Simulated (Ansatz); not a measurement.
How methods differ on BH (SMILES [BH])

BH has 2 atoms, charge 0, and is taken as a singlet. As SMILES, `[BH]`. Geometry: the measured bond length.

```xyz
2

B     0.0000    0.0000    0.0000
H     0.0000    0.0000    1.2324
```

Quantity: the energy change with the B1–H2 bond stretched from 1.232 to 2.465 Å, in eV. The values are calculated.

| level | kind | program | value (eV) | less FCI/def2-TZVP |
| --- | --- | --- | --- | --- |
| HF/def2-TZVP (restricted) | Hartree–Fock | Ansatz | 3.62 | +0.84 |
| PBE/def2-TZVP (restricted) | GGA | Ansatz | 2.76 | -0.02 |
| r2SCAN/def2-TZVP (restricted) | meta-GGA | Ansatz | 2.93 | +0.15 |
| B3LYP/def2-TZVP (restricted) | global hybrid | Ansatz | 3.04 | +0.26 |
| CAM-B3LYP/def2-TZVP (restricted) | range-separated hybrid | Ansatz | 3.25 | +0.47 |
| B2PLYP/def2-TZVP (restricted) | double hybrid | Ansatz | 3.15 | +0.37 |
| RPA@PBE/def2-TZVP (restricted) | RPA | Ansatz | 2.87 | +0.09 |
| CCSD(T)/def2-TZVP (restricted) | coupled cluster or CI | Ansatz | 2.79 | +0.01 |
| FCI/3-21G | exact in the basis | Ansatz | 2.29 | -0.49 |
| FCI/def2-TZVP | exact in the basis | Ansatz | 2.78 | 0.00 |

FCI/def2-TZVP is exact within its basis and frozen core, so for wave-function methods in that basis the difference is their error; functionals converge differently with the basis, so for them it is only a difference. Spin-restricted single references rise too steeply as a bond breaks, Hartree–Fock most of all. The first shape isn't each level's own minimum. The values span 2.29 to 3.62 eV. High-level rows in very small sets aren't better than simpler rows in larger ones.

Stretching BH weakens the overlap between the boron σ hybrid and hydrogen 1s, so the bonding and antibonding σ orbitals draw together and the electron pair needs both configurations. A single closed-shell determinant instead keeps too much ionic character, which is why Hartree–Fock lies 0.84 eV above the full CI result. CCSD(T) recovers nearly all of this left-right correlation, being only 0.01 eV off at this stretch.

Among the functionals, the semilocal PBE and r2SCAN give lower values than the hybrids, probably because their localized exchange hole imitates part of the left-right correlation that exact exchange leaves out. PBE's near-coincidence with full CI is therefore no evidence that it describes the separating pair correctly.

Full CI in 3-21G falls to 2.29 eV because the set has no polarization functions, which matter more for the compact bond than for the stretched one. The energy change is not a dissociation energy, since the atoms still interact at 2.465 Å.
